\textbf{Question.} Our immersion probes are MgO-stabilised ZrO$_2$ thimbles with a Cr/Cr$_2$O$_3$ reference. In Al-killed steel at 1600\,$^\circ$C the Nernst equation returns too much oxygen. I am told that the electrolyte ``leaks electrons'' and that the emf has a ceiling. How does the emf scale, where does Nernst stop working, and how large is all this?

\textbf{Answer.}

\textbf{1. The emf.} Take an isothermal cell with leads of the same metal and reversible electrodes, side 1 (steel) at oxygen pressure $p_1$ and side 2 (reference) at $p_2$. Define $E=\phi_2-\phi_1$, positive for $p_2>p_1$; your instrument may use the opposite sign. With electrochemical potentials $\eta$, local equilibrium gives $\eta_{\rm O^{2-}}=\tfrac12\mu_{\rm O_2}+2\eta_e$, and the partial current densities are
\begin{equation}
j_i=\frac{\sigma_i}{F}\left(\tfrac14\nabla\mu_{\rm O_2}+\nabla\eta_e\right),\qquad j_e=\frac{\sigma_e}{F}\nabla\eta_e .
\end{equation}
Open circuit means $j_i+j_e=0$, so $\nabla\eta_e=-\tfrac14t_i\nabla\mu_{\rm O_2}$ with $t_i=\sigma_i/(\sigma_i+\sigma_e)$. Since $FE=-(\eta_{e,2}-\eta_{e,1})$, we get Wagner's result
\begin{equation}
E=\frac1{4F}\int_1^2t_i\,d\mu_{\rm O_2}=\frac{RT}{4F}\int_{p_1}^{p_2}t_i\,d\ln p .
\end{equation}
The dopant fixes the vacancy concentration, so $\sigma_i$ is independent of $p$, while mass action makes electrons scale as $p^{-1/4}$ and holes as $p^{1/4}$. Let $p_n$ and $p_p$ be the pressures at which the electron or the hole conductivity equals $\sigma_i$. With $x=p^{1/4}$, $a=p_n^{1/4}$, $b=p_p^{1/4}$, $V=RT/F$,
\begin{equation}
t_i=\frac1{1+a/x+x/b},\qquad E=V\int_{x_1}^{x_2}\frac{b\,dx}{x^2+bx+ab}.
\end{equation}
Put $\epsilon=a/b$, $s=\sqrt{1-4\epsilon}$, $r_\pm=b(1\pm s)/2$. Partial fractions give exactly
\begin{equation}
E=\frac Vs\ln\frac{(r_-+x_2)(r_++x_1)}{(r_-+x_1)(r_++x_2)} .
\end{equation}
For $\epsilon\ll1$, $r_-\simeq a(1+\epsilon)$, $r_+\simeq b(1-\epsilon)$, $1/s\simeq1+2\epsilon$, which leaves Schmalzried's formula
\begin{equation}
E=\frac{RT}F\ln\frac{(p_n^{1/4}+p_2^{1/4})(p_p^{1/4}+p_1^{1/4})}{(p_n^{1/4}+p_1^{1/4})(p_p^{1/4}+p_2^{1/4})}.
\end{equation}

\textbf{2. Dimensions.} The only voltage is $V$, and the four pressures form three ratios, so $E/V$ is a function of $x_1/a$, $x_2/a$ and $\epsilon$. The wall thickness $L$ and the size of $\sigma_i$ drop out. Every ``$\ll$'' must hold for \emph{fourth roots}: an electron share $a/x<0.01$ needs $p>10^{8}p_n$.

\textbf{3. Regimes.} Let $E_N=V\ln(x_2/x_1)=(RT/4F)\ln(p_2/p_1)$.

\emph{Both sides electrolytic}, $a\ll x_1,x_2\ll b$:
\begin{equation}
E\simeq E_N-V\left[\frac a{x_1}-\frac a{x_2}+\frac{x_2-x_1}b\right].
\end{equation}
Both kinds of carrier reduce $|E|$.

\emph{Small difference}, $p_1\to p_2$: $E\simeq t_i(p_2)E_N$.

\emph{Side 1 $n$-type}, $x_1\ll a\ll x_2\ll b$:
\begin{equation}
E\simeq\frac{RT}{4F}\ln\frac{p_2}{p_n}+V\left[\frac a{x_2}-\frac{x_1}a-\frac{x_2}b\right].
\end{equation}
This is the ceiling: the outer zone, where $p<p_n$, acts as a lead, and the cell senses $p_n$ in place of $p_1$. The slope $\partial E/\partial\ln p_1=-(V/4)\,t_i(p_1)$ is half the Nernst slope at the crossover $p_1=p_n$ and dies as $p_1^{1/4}$ below it.

\emph{Both sides $n$-type}, $x_1,x_2\ll a$: $E\simeq V(x_2-x_1)/a$, small and no longer logarithmic.

\emph{Hole side}, $a\ll x_1\ll b\ll x_2$: the mirror image, $E\to(RT/4F)\ln(p_p/p_1)$, crossover at $p_2=p_p$.

\emph{Width of the domain.} $t_i$ peaks at $p=\sqrt{p_np_p}$ with value $1/(1+2\sqrt\epsilon)$. The largest possible emf ($x_1\to0$, $x_2\to\infty$) is
\begin{equation}
\frac{E_{\max}}V\simeq\begin{cases}(1+2\epsilon)\ln(1/\epsilon)-2\epsilon,&\epsilon\ll1,\\ 2,&\epsilon=1/4,\\ \pi/(2\sqrt\epsilon)-1/(2\epsilon),&\epsilon\gg1.\end{cases}
\end{equation}
At $\epsilon=1/4$, that is $p_p=256\,p_n$, the peak $t_i$ is $1/2$; beyond it $s$ is imaginary and $E_{\max}/V=(2/w)\arctan w$ with $w=\sqrt{4\epsilon-1}$.

\textbf{4. Numbers for the probe.} Approximate inputs at $T=1873$\,K: $p_2=10^{-12}$\,atm for Cr/Cr$_2$O$_3$; $p_n=5\times10^{-16}$\,atm for Mg-stabilised zirconia; $p_p=10^4$\,atm (assumed, only its order matters); Sieverts' law $h=Kp^{1/2}$ with $K=2600$\,wt\%\,atm$^{-1/2}$, $h$ being the Henrian oxygen activity. All results below are the model's.

$V=161.4$\,mV. Holes are irrelevant: $\epsilon=1.5\times10^{-5}$, the term $Vx_2/b$ is 0.016\,mV, $t_i$ peaks at 0.992 near $2.2\times10^{-6}$\,atm, and $E_{\max}=1.8$\,V. An air reference (0.21\,atm) would lose $V\ln(1+x_2/b)=11$\,mV to holes.

The reference corresponds to $h_2=26$\,ppm and $p_n$ to $h_n=0.58$\,ppm. Because $x\propto h^{1/2}$, with $\alpha=a/x_2=0.1495$ and $u=(h/h_2)^{1/2}$,
\begin{equation}
E=V\ln\frac{1+\alpha}{u+\alpha},\qquad u=(1+\alpha)e^{-E/V}-\alpha .
\end{equation}
The second form is the correction to apply. An uncorrected Nernst reading gives $h_{\rm app}=h_2e^{-2E/V}$.

\begin{center}
\begin{tabular}{rrrrr}
$h$ (ppm)&$t_i$ (steel side)&$E_N$ (mV)&$E$ (mV)&$h_{\rm app}$ (ppm)\\\hline
300&0.96&$-197$&$-182$&247\\
10&0.81&77&65&11.7\\
3&0.69&174&138&4.71\\
1&0.57&263&194&2.35\\
0.1&0.29&449&273&0.88\\
0&0&$\infty$&329&0.44
\end{tabular}
\end{center}

Three things follow. First, the probe is never Nernstian: $a/x<0.01$ needs $h>10^4h_n=0.58$\,wt\%, above the typical FeO saturation of about 0.23\,wt\%. Even at the reference $t_i=0.87$, and readings on both sides of 26\,ppm are pulled towards it. Second, the simple ceiling $(RT/4F)\ln(p_2/p_n)=307$\,mV is not accurate here: although $p_2/p_n=2000$, $\alpha$ is not small, and $V\ln(1+\alpha)=22$\,mV must be added (first order, $V\alpha=24$\,mV), giving 329\,mV. Third, the ceiling is not reached in practice: coming within 10\,mV requires $V\ln(1+u/\alpha)<10$\,mV, or $h<0.0024$\,ppm. Killed steel lies in the broad crossover, where neither expansion serves and the logarithm must be kept whole.

\emph{Sensitivity to $p_n$.} Neglecting holes, $\partial E/\partial\ln p_n=-(V/4)[t_i(p_2)-t_i(p_1)]$, which at 3\,ppm is $-16$\,mV per decade. If $p_n$ were ten times larger, $\alpha=0.266$ and the same 138\,mV would mean 1.9\,ppm. Since $p_n$ depends on MgO content and phase make-up, this limits what the table's digits mean for a real thimble.

\emph{Temperature.} The prefactor $T$ is the weak part. With approximate enthalpies $H_n=1400$ and $H_2=740$\,kJ/mol in $p_n\propto e^{-H_n/RT}$, $p_2\propto e^{-H_2/RT}$, one has $\alpha\propto e^{-(H_n-H_2)/4RT}$, which grows by a factor 1.3 from 1873 to 1923\,K.

\textbf{5. Where $L$ and $\sigma_i$ return.} The pressures in the formula are those \emph{at the interfaces}, and the leak carries oxygen from the high to the low side. In a planar wall at steady state $j_i$ is uniform, and integrating its expression across the wall gives
\begin{equation}
j_i=\frac{\sigma_i(E_N-E)}L,\qquad J_{\rm O}=\frac{j_i}{2F}.
\end{equation}
At 3\,ppm $E_N-E=36.4$\,mV. With typical $\sigma_i=0.2$\,S/cm and $L=1$\,mm, $j_i=73$\,mA/cm$^2$ and $J_{\rm O}=3.8\times10^{-7}$\,mol\,cm$^{-2}$s$^{-1}$.

\emph{Reference.} The compiled cell constants of Cr$_2$O$_3$, 4.957 and 13.5923\,\AA\ (Sawada 1994), with six formula units per hexagonal cell, give a molar volume of 29.0\,cm$^3$/mol, thermal expansion neglected. At three O per formula unit, a 10\,s dip reduces the equivalent of 0.4\,$\mu$m of dense oxide. Capacity is no problem; the rate of the powder reaction is a separate matter.

\emph{Steel.} The new group is $\Pi=J_{\rm O}/(kc_{\rm O})$, the relative rise of interfacial oxygen, with $k$ the mass-transfer coefficient. For an assumed $k=10^{-2}$\,cm/s and an approximate density of 7.0\,g/cm$^3$, 3\,ppm is $c_{\rm O}=1.3\times10^{-6}$\,mol/cm$^3$ and $\Pi=29$. In an unbuffered melt this lean, the interface activity would climb far above the bulk value, the leak would fall with it, and the emf would say little about the bulk. Dissolved Al buffers it. A typical 0.04\,wt\% is $c_{\rm Al}=1.0\times10^{-4}$\,mol/cm$^3$; binding the oxygen as Al$_2$O$_3$ takes an Al flux $\tfrac23J_{\rm O}$, which with the same $k$ depletes interfacial Al by the fraction $\tfrac23J_{\rm O}/(kc_{\rm Al})=0.24$. If alumina equilibrium holds there, $h\propto c_{\rm Al}^{-2/3}$ rises by a factor 1.2 and $E$ drops by a further $(V/2)\,t_i\ln1.2\approx10$\,mV. This is an order-of-magnitude figure, scaling as $\sigma_i/(Lkc_{\rm Al})$, but it is not small beside the 36.4\,mV of the Wagner--Schmalzried term.

So your excess oxygen has two parts of the same sign. One is fixed by $p_n$, independent of geometry and removed by inverting the formula. The other falls as $1/L$ and with stirring, and only a thicker electrolyte, a reference closer to the steel's oxygen potential, or an empirical calibration deals with it.